**Problem.** BaTl₂ is a metal at every volume in the table below. Its unit cell was squeezed and stretched in steps of 3 %, and the cell shape and atoms were allowed to adjust each time. The energy over minimum is the cost of holding an atom's share of the crystal at the given volume per atom. The pressure is what must be applied to keep it there, and a negative value is a pull.

BaTl2 (P6_3/mmc, 6 atoms per cell), computed with Ansatz 0.2.0: r2SCAN, plane-wave PAW, scalar-relativistic, no spin polarisation, cutoff 500 eV, Gamma-centred 9×9×4 k mesh, Gaussian smearing of 0.1 eV. Cell shape and atoms are relaxed at each volume. Energies count from the minimum of a third-order Birch-Murnaghan fit.

| volume per atom (Å³/atom) | energy over minimum (meV/atom) | pressure (GPa) |
| --- | --- | --- |
| 32.529 | 12.7 | 2.10 |
| 33.567 | 2.9 | 0.95 |
| 34.605 | 0.0 | 0.01 |
| 35.643 | 2.8 | -0.80 |
| 36.681 | 10.2 | -1.45 |

The crystal is not equally easy to deform both ways: 6 % less volume costs 12.7 meV per atom, 6 % more only 10.2. Three pictures of a solid could account for this. Its atoms may be joined by springs, its electrons may behave as a gas that resists being squeezed, or its atoms may be held by bonds that fade as they move apart.

**(a) How fast does the crystal stiffen under pressure?**

*Solution.* The stiffness of a solid against a change of volume is its bulk modulus, $B=-V\,dP/dV$, where $V$ is the volume per atom and $P$ the pressure. Two neighbouring rows give its value halfway between them. For the two smallest volumes, whose midpoint is 33.05 Å³,

$$B\approx 33.05\times\frac{2.10-0.95}{33.567-32.529}\approx 37\ \text{GPa}.$$

The same step at the stretched end of the table gives 23 GPa. The stiffness falls at every step in between, so the crystal softens steadily as it expands.

A straight line through the four stiffness values against pressure, fitted by least squares, has a slope of 5.1, with a standard error of 0.3 from the scatter. Each gigapascal of pressure thus adds about 5 GPa to the bulk modulus. This slope, called $B'$, is a pure number and a good judge between the pictures. It measures how lopsided the energy curve is, whatever the size or the overall stiffness of the crystal.

**(b) Can springs, or a squeezed electron gas, give such a slope?**

*Solution.* Let $x=(V/V_0)^{1/3}$ be the mean distance between atoms relative to its value at the equilibrium volume $V_0$, and let $E(x)$ be the energy per atom. The pressure is $P=-E'/(3V_0x^2)$, with primes on $E$ for derivatives with respect to $x$. One more derivative gives $B$, and another gives its slope. At equilibrium, where $E'=0$, the result is

$$B'=1-\frac{E'''}{3E''}.$$

The second derivative $E''$ is the spring constant of the mean distance, and $E'''$ tells how that constant changes as the atoms move apart. The leading 1 is pure geometry, since volume is the cube of a length.

For ideal springs the energy goes as $(x-1)^2$. The spring constant never changes, $E'''$ is zero and $B'=1$. Geometry alone therefore makes squeezing slightly harder than stretching, but it supplies only a fifth of the slope found in (a).

The electron gas is the tempting answer, because BaTl₂ has no band gap and the outer electrons of its free atoms are of the s and p kind found in simple metals. Electrons confined to a smaller space have a higher kinetic energy, which grows as $1/x^2$. Their attraction to the ions grows only as $1/x$. The balance of the two, with its minimum at $x=1$, is proportional to

$$\frac{1}{x^2}-\frac{2}{x}.$$

Here $E''=6-4=2$ and $E'''=-24+12=-12$, so that $B'=1+12/6=3$.

This is a real improvement on springs, since kinetic energy does rise faster than attraction when a metal is compressed. It is still too little. One may add that the ion cores keep the outer electrons out of part of the space, a repulsion that grows as $1/x^3$. Even if this term took over the whole repulsive part, the slope would reach only 3.3.

The gas formula fails here, but the metallic character does not. The formula spreads the electrons evenly and so leaves out the way in which orbitals on neighbouring atoms overlap.

**(c) Do bonds that fade with distance do better, and can their slope be estimated without fitting it?**

*Solution.* The outer part of an atomic orbital dies away roughly exponentially. Bonds made by shared electrons need overlap between neighbours, and so does the repulsion that sets in when filled shells are pushed into each other. Repulsion has the shorter reach. On squeezing it grows quickly and the crystal stiffens; on stretching it soon dies out and leaves a weakening attraction.

There is also a simple reason why the energy curve must bend over on the stretched side. A spring can be pulled for ever at growing cost, but a crystal comes apart into atoms at a finite cost, its binding energy $E_\mathrm{b}$. A curve that has both features is

$$E=-E_\mathrm{b}\,(1+a)\,e^{-a},\qquad a=\eta\,(x-1),$$

where $\eta$ sets how quickly the bonds fade. This is the simplest form of the universal binding curve, which describes many metals fairly well.

The number $\eta$ follows from two quantities that have a meaning of their own. At the minimum $E''=E_\mathrm{b}\eta^2$, while the definition of the bulk modulus makes it $9BV_0$. Hence $\eta^2=9BV_0/E_\mathrm{b}$: a well that is stiff but shallow must bend over soon, and its bonds fade fast. The third derivative is $-2E_\mathrm{b}\eta^3$, which gives $B'=1+2\eta/3$.

For BaTl₂, a standard equation of state fitted to the five energies gives $B=29.2$ GPa and $V_0=34.59$ Å³ per atom. Since 1 eV/Å³ is 160.2 GPa, their product is about 6.31 eV. The binding energy is taken as 2 eV per atom, a rough recalled size for barium and thallium metal. Then

$$\eta\approx\sqrt{\frac{9\times6.31}{2}}\approx5.33,\qquad B'\approx1+\frac{2\times5.33}{3}\approx4.6.$$

This lies much closer to the 5.1 of part (a) than the gas does, although the slope itself was not used to obtain it. The equation of state has a slope of its own, which is slightly higher than that of part (a), by less than the standard error. The weak point is the binding energy. It belongs to the separate metals, and the compound is bound more strongly than they are by its heat of formation. Leaving out spin–orbit coupling, as the table does, should deepen the well further, because the coupling lowers the energy of a free thallium atom more than that of the solid. A well of 2.3 eV would lower the estimate to 4.3, further from the table but still above the gas. Only a well more than twice as deep as assumed would bring it down to 3.3.

The energies tell the same story in a form that is easy to picture. The cost of the strongest squeeze divided by that of the strongest stretch is 1.25 in the table. Springs give 1.05, the electron gas 1.14 and fading bonds 1.21. This is a second view of the same curve rather than separate evidence, because the pressures used in (a) follow from the slope of this energy curve.

The difference between the pictures can be put as a rule for the spring constant $E''$. As the mean distance starts to grow from equilibrium, an ideal spring keeps its constant. The electron gas loses it at a rate of about 6 % for each 1 % of distance, and fading bonds at about 11 %. The slope in (a) corresponds to a rate of $3\times(5.1-1)\approx12$ %. The numbers thus rule out the first two formulas for this crystal and favour a steeper law. That the steepness comes from fading overlap is an argument from theory, since another steep law could fit five points equally well.

For a similar metal the same reasoning gives a first guess. Multiply the bulk modulus by the volume per atom, compare the product with the binding energy, and expect the more lopsided curve where the ratio is larger.

What remains open is why BaTl₂ is a little more lopsided than the estimate. Part of the gap may lie in the curve itself, which is only the simplest of its kind. Another possibility is that a single mean distance stands for different kinds of contact. The short Tl–Tl bonds and the longer Ba–Tl contacts may fade at different rates and share the strain unequally. From the smallest volume to the largest, the $c$ edge of the relaxed cell grows by 7.1 % and the $a$ edge by only 2.6 %. The ratio $c/a$ rises at every step, from 1.586 to 1.656, so the crystal gives more readily along $c$ over the whole range. Whether this uneven strain adds to the lopsidedness is untested here. The relaxations also kept the symmetry of the starting cell. If a less symmetric arrangement were lower in energy at some of the volumes, the curve and its slope would change.
